**Powder χT of Ho³⁺ in a D3h crystal field: projection on the ⁵I₈ multiplet**

The table holds χT from 2 to 300 K for Ho³⁺ (4f¹⁰), from one Dirac-Coulomb-Breit configuration in a parametric crystal field, evaluated with Van Vleck's formula. The program projects the field on J = 8, diagonalises the 17 × 17 matrix, fits g and a field scale to the six known rows, and predicts the withheld rows at 50 and 100 K; a Curie-Weiss form and a C − a/T² law are run beside it. With g = 1.241 and s = 0.896 the known rows are met within 0.23%, and the predictions 11.99 ± 0.08 and 12.99 ± 0.12 miss the computed 12.00 and 12.99 by −0.014 and +0.004. Curie-Weiss also comes close at these two rows but is 19% low at 5 K, and the 1/T² law is low by 2.51 at 50 K. The same scale matches the first gap but not the stabilisation energy of the run, which also contains a shift of the whole multiplet.

Powder χT of Ho³⁺ (4f¹⁰) by Van Vleck's formula, computed with radial Dirac CI 1: Dirac-Coulomb-Breit CI with KLI orbitals and model QED, one configuration in a parametric crystal field. Valence Slater integrals are scaled by 0.75; the site symmetry is D3h, with Wybourne parameters B20 = 310, B40 = 220, B60 = −300 and B66 = 720 cm⁻¹.

## Numerical check

```python
# Table: powder chi*T (cm3 K/mol, Van Vleck formula) of Ho3+ 4f10 in a parametric D3h crystal field,
# radial Dirac CI 1, one Dirac-Coulomb-Breit configuration. Tested: projection on the 5I8 (J=8)
# multiplet, against Curie-Weiss and C - a/T^2; fits on known rows, prediction of withheld rows.
T = {
    'temperature': [2, 5, 10, 20, 50, 100, 200, 300],  # K
    'chi_times_temperature': [3.21, 6.639, 8.519, 10.03, 12.0, 12.99, 13.54, 13.69],  # cm3 K/mol
}
HELD = [4, 5]  # rows withheld from the fit
import numpy as np
from scipy import constants as c
from scipy.optimize import least_squares as lsq
from sympy.physics.wigner import wigner_3j as w3
t = np.array(T['temperature'], float); y = np.array(T['chi_times_temperature'], float)
K = np.array([i for i in range(len(t)) if i not in HELD]); Hd = np.array(HELD)
B = {(2, 0): 310, (4, 0): 220, (6, 0): -300, (6, 6): 720, (6, -6): 720}  # settings of the run, cm-1
GAP, STAB = 8.7038, -145.78  # further results of the same run, cm-1
J = 8; M = np.arange(J, -J-1, -1); kcm = c.k/(c.h*c.c*100)
C0 = c.mu_0*c.N_A*c.value('Bohr magneton')**2/c.k/(4e-6*np.pi)
Hk = {k: np.zeros((17, 17)) for k in (2, 4, 6)}
for (k, q), b in B.items():  # M=8 determinant: half shell + m=3,2,1
    red = sum((-1)**m*7*w3(3, k, 3, 0, 0, 0)*w3(3, k, 3, -m, 0, m) for m in (3, 2, 1))/w3(J, k, J, -J, 0, J)
    for a in range(17):
        m = int(M[a])
        if abs(m-q) <= J: Hk[k][a, a+q] += b*float(red*(-1)**(J-m)*w3(J, k, J, -m, q, m-q))
Jp = np.diag(np.sqrt(J*(J+1.)-M[1:]*(M[1:]+1.)), 1); Jz = np.diag(M*1.)
def eig(s, s2=None): return np.linalg.eigh((s if s2 is None else s2)*Hk[2]+s*(Hk[4]+Hk[6]))
def parts(x, g, s, s2=None):  # powder, Curie part, parallel, perpendicular
    E, V = eig(s, s2); z = (V.T@Jz@V)**2; P = (V.T@Jp@V)**2; pp = (P+P.T)/4
    D = E[None, :]-E[:, None]; dg = abs(D) < 1e-6; out = []
    for u in x:
        p = np.exp(-(E-E[0])/(kcm*u)); p /= p.sum()
        f = C0*g*g*np.where(dg, p[:, None], kcm*u*(p[:, None]-p[None, :])/np.where(dg, 1, D))
        out.append([(f*(z+2*pp)).sum()/3, (f*dg*(z+2*pp)).sum()/3, (f*z).sum(), (f*pp).sum()])
    return np.array(out)
fit = lambda f, p0, I: lsq(lambda p: np.log(f(t[I], p)/y[I]), p0).x
E1 = eig(1)[0]; sS = STAB/E1[0]; free = C0*1.25**2*24; val = lambda u: y[K][t[K] == u][0]
print(f"free 5I8 chiT {free:.3f}; table deficit 200 K {100*(1-val(200)/free):.1f}%, 300 K {100*(1-val(300)/free):.1f}%")
print("chi cm3/mol:", ", ".join(f"{t[i]:.0f}K {y[i]/t[i]:.3f}" for i in K[:4]), f"| drop 2->5 K {100*(1-val(5)/5/(val(2)/2)):.0f}% (Curie 60%)")
print(f"run gap {GAP/kcm:.1f} K; Boltzmann factor", ", ".join(f"{u:.0f}K {np.exp(-GAP/kcm/u):.3f}" for u in t[:6]))
fm = {'LS0': (lambda x, p: parts(x, 1.25, 1)[:, 0], None), 'main': (lambda x, p: parts(x, *p)[:, 0], [1.24, .93]),
      'sStab': (lambda x, p: parts(x, p[0], sS)[:, 0], [1.24]), 's2free': (lambda x, p: parts(x, *p)[:, 0], [1.24, .93, .93])}
par = {n: (fit(f, p0, K) if p0 else []) for n, (f, p0) in fm.items()}
pr = {n: fm[n][0](t, par[n]) for n in fm}
hi = K[t[K] >= 20]; cw = lambda x, p: p[0]*x/(x+p[1]); pc = fit(cw, [14, 8], hi); pr['CW'] = cw(t, pc)
a2 = (val(300)-val(200))/(200.**-2-300.**-2); C2 = val(300)+a2/300**2; pr['1/T2'] = C2-a2/t**2
g, s = par['main']; E, V = eig(s); g3, s3, s23 = par['s2free']; E3 = eig(s3, s23)[0]
print(f"run: gap {GAP:.2f}, stabilisation {STAB:.1f} cm-1")
print(f"LS0 g=1.25 s=1: gap {E1[1]-E1[0]:.2f}, stab {E1[0]:.1f}; run/model {GAP/(E1[1]-E1[0]):.3f}, {sS:.3f}")
print(f"main g={g:.4f} s={s:.3f}: gap {E[1]-E[0]:.2f}, stab {E[0]:.1f}, Curie limit {C0*g*g*24:.2f}")
print(f"sStab g={par['sStab'][0]:.4f} s={sS:.3f}: gap {sS*(E1[1]-E1[0]):.2f}")
print(f"s2free g={g3:.4f} s46={s3:.3f} s2={s23:.3f}: gap {E3[1]-E3[0]:.2f}, stab {E3[0]:.1f}")
print(f"CW (T>=20 K) C={pc[0]:.2f} theta={pc[1]:.2f} K; C-a/T2: C={C2:.2f} a={a2:.0f}")
print("main levels cm-1:", " ".join(f"{e:.0f}" for e in E-E[0]))
for n in (0, 1): print(f"state {n} weights by |M|:", ", ".join(f"{m}:{(V[abs(M) == m, n]**2).sum():.2f}" for m in range(9) if (V[abs(M) == m, n]**2).sum() > .01))
print("known rows: T, table, rounding %, errors % of", " ".join(pr))
for i in K: print(f"{t[i]:4.0f} {y[i]:6.3f} {100*(5e-4 if y[i] < 10 else 5e-3)/y[i]:.3f} |", " ".join(f"{100*(pr[n][i]/y[i]-1):+.2f}" if pr[n][i] > 0 else "neg" for n in pr))
r = abs(pr['main'][K]/y[K]-1); print(f"main worst row {t[K][r.argmax()]:.0f} K: {100*r.max():.2f}%")
print("main model: T, powder, Curie, Van Vleck, parallel, perpendicular")
for u, o in zip(t, parts(t, g, s)): print(f"{u:4.0f} {o[0]:6.2f} {o[1]:6.2f} {o[0]-o[1]:6.2f} {o[2]:6.2f} {o[3]:6.2f}")
lead = sum(k*(k+1)*(s*s*Hk[k]**2).sum() for k in Hk)/(12*72*17)
print("CF deficit % leading 1/T2 vs full:", ", ".join(f"{t[i]:.0f}K {100*lead/(kcm*t[i])**2:.1f}/{100*(1-pr['main'][i]/(C0*g*g*24)):.1f}" for i in range(4, 8)))
print(f"5I7 term in chiT at 300 K ~{C0*kcm*300*102/(6*17*5000):.2f} (rough recalled gap 5000 cm-1, not in model)")
for i, (f0, e0) in zip(Hd, ((12.0, .3), (13.0, .15))):  # forecasts of the plan
    v = [pr[n][i] for n in ('main', 'sStab', 's2free')]; bar = max(max(v)-min(v), r.max()*v[0], 5e-3)
    print(f"HELD {t[i]:.0f} K: main {v[0]:.3f} +- {bar:.3f}; computed {y[i]:.3f}; miss {v[0]-y[i]:+.3f} ({abs(v[0]-y[i])/bar:.2f} bars)")
    print(f"  plan {f0} +- {e0}: miss {f0-y[i]:+.2f}; others:", ", ".join(f"{n} {pr[n][i]:.2f} ({pr[n][i]-y[i]:+.2f})" for n in pr if n != 'main'))
assert np.all(np.diff(y[K]) > 0)
assert val(300) < free
assert val(5)/5/(val(2)/2) > 0.7
assert E1[1]-E1[0] > 1
```

It prints:

```
free 5I8 chiT 14.068; table deficit 200 K 3.8%, 300 K 2.7%
chi cm3/mol: 2K 1.605, 5K 1.328, 10K 0.852, 20K 0.501 | drop 2->5 K 17% (Curie 60%)
run gap 12.5 K; Boltzmann factor 2K 0.002, 5K 0.082, 10K 0.286, 20K 0.535, 50K 0.778, 100K 0.882
run: gap 8.70, stabilisation -145.8 cm-1
LS0 g=1.25 s=1: gap 9.71, stab -157.2; run/model 0.897, 0.928
main g=1.2412 s=0.896: gap 8.70, stab -140.9, Curie limit 13.87
sStab g=1.2485 s=0.928: gap 9.00
s2free g=1.2403 s46=0.887 s2=0.861: gap 8.72, stab -139.5
CW (T>=20 K) C=14.07 theta=8.06 K; C-a/T2: C=13.81 a=10800
main levels cm-1: 0 9 9 42 42 52 95 95 120 121 121 234 266 266 304 304 316
state 0 weights by |M|: 0:0.51, 6:0.49
state 1 weights by |M|: 1:0.46, 5:0.20, 7:0.34
known rows: T, table, rounding %, errors % of LS0 main sStab s2free CW 1/T2
   2  3.210 0.016 | -8.84 +0.06 -2.08 -0.02 -12.82 neg
   5  6.639 0.008 | -4.60 +0.02 -0.64 +0.04 -18.84 neg
  10  8.519 0.006 | -1.53 -0.08 +0.21 +0.05 -8.53 neg
  20 10.030 0.050 | -1.30 -0.23 +0.16 -0.06 +0.00 neg
 200 13.540 0.037 | +1.04 +0.08 +1.12 -0.04 -0.10 +0.00
 300 13.690 0.037 | +1.32 +0.16 +1.26 +0.02 +0.10 +0.00
main worst row 20 K: 0.23%
main model: T, powder, Curie, Van Vleck, parallel, perpendicular
   2   3.21   0.00   3.21   0.24   4.70
   5   6.64   0.09   6.55   0.89   9.52
  10   8.51   0.23   8.28   2.03  11.75
  20  10.01   0.31   9.69   3.67  13.18
  50  11.99   0.53  11.46   7.20  14.38
 100  12.99   1.06  11.93  10.88  14.05
 200  13.55   1.50  12.05  13.36  13.65
 300  13.71   1.62  12.10  13.94  13.60
CF deficit % leading 1/T2 vs full: 50K 48.4/13.6, 100K 12.1/6.3, 200K 3.0/2.3, 300K 1.3/1.2
5I7 term in chiT at 300 K ~0.02 (rough recalled gap 5000 cm-1, not in model)
HELD 50 K: main 11.986 +- 0.077; computed 12.000; miss -0.014 (0.18 bars)
  plan 12.0 +- 0.3: miss +0.00; others: LS0 11.95 (-0.05), sStab 12.06 (+0.06), s2free 11.99 (-0.01), CW 12.12 (+0.12), 1/T2 9.49 (-2.51)
HELD 100 K: main 12.994 +- 0.124; computed 12.990; miss +0.004 (0.03 bars)
  plan 13.0 +- 0.15: miss +0.01; others: LS0 13.05 (+0.06), sStab 13.11 (+0.12), s2free 12.98 (-0.01), CW 13.02 (+0.03), 1/T2 12.73 (-0.26)
```
